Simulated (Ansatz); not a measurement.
# Ionic part of the dielectric constant of BN at 12 GPa, mode by mode

Level of theory: Ansatz 0.2.0, DFT LDA, scalar-relativistic, plane waves, PAW. Plane waves to 420 eV; Γ-centred k mesh 12×12×12; fixed occupations. No spin polarisation. Phonons by linear response, acoustic sum rule imposed.

The structure is cubic, space group F-43m (No. 216). The conventional cell has a = 3.547 Å, b = 3.547 Å, c = 3.547 Å, α = 90.00°, β = 90.00°, γ = 90.00°. Around B (site symmetry -43m) lie 4 N at 1.54 Å. Around N (site symmetry -43m) lie 4 B at 1.54 Å.

The primitive cell has V = 11.16 Å³ and ε∞,yy = 4.541. Each polar mode adds Δε = (4.92064×10⁷/V)·S/ν² along y, with S its oscillator strength in e²/amu, ν in cm⁻¹ and V in Å³.

Problem. From these modes, find each Δε and ε0,yy.
```csv
ν (cm⁻¹),S_yy (e²/amu)
1105.9,0.5698
```

Solution.
```csv
ν (cm⁻¹),Δε
1105.9,2.06
```

The sum is 2.055, so ε0,yy = 6.60; the run's tensor has 6.60.

Problem. Where do the longitudinal modes lie for a wave vector along y?

Solution. At 1333 cm⁻¹. The Lyddane–Sachs–Teller product Π(ν_LO/ν_TO)² = 1.45 matches ε0/ε∞ = 1.45.

Cost: 1 run of about 0.14 core-minutes, on Intel Xeon Platinum 8488C (Sapphire Rapids) (shared hosts).

The static dielectric response of cubic BN is mainly electronic here: the single polar mode adds 2.06 to an ε∞ of 4.541. Cubic symmetry makes this result the same along every axis. The modest lattice share reflects stiff, short sp³ bonds, which let the B and N sublattices move little against each other in a static field. The light atoms raise the phonon frequency but do not themselves reduce the ionic term, because the mass in the oscillator strength cancels against that in the squared frequency. What remains is the balance between dynamical charge and restoring force.

The bond is nevertheless clearly polar, since nitrogen's greater electronegativity gives the optical displacement a sizeable dipole. Its macroscopic field lifts the longitudinal mode from 1105.9 to 1333 cm⁻¹, a splitting that is absent in isostructural but homopolar diamond. The Lyddane–Sachs–Teller agreement confirms internal consistency, not the accuracy of the frequencies or of the dielectric constants. With only one pressure, the effect of compression on the balance between charge and stiffness remains open.
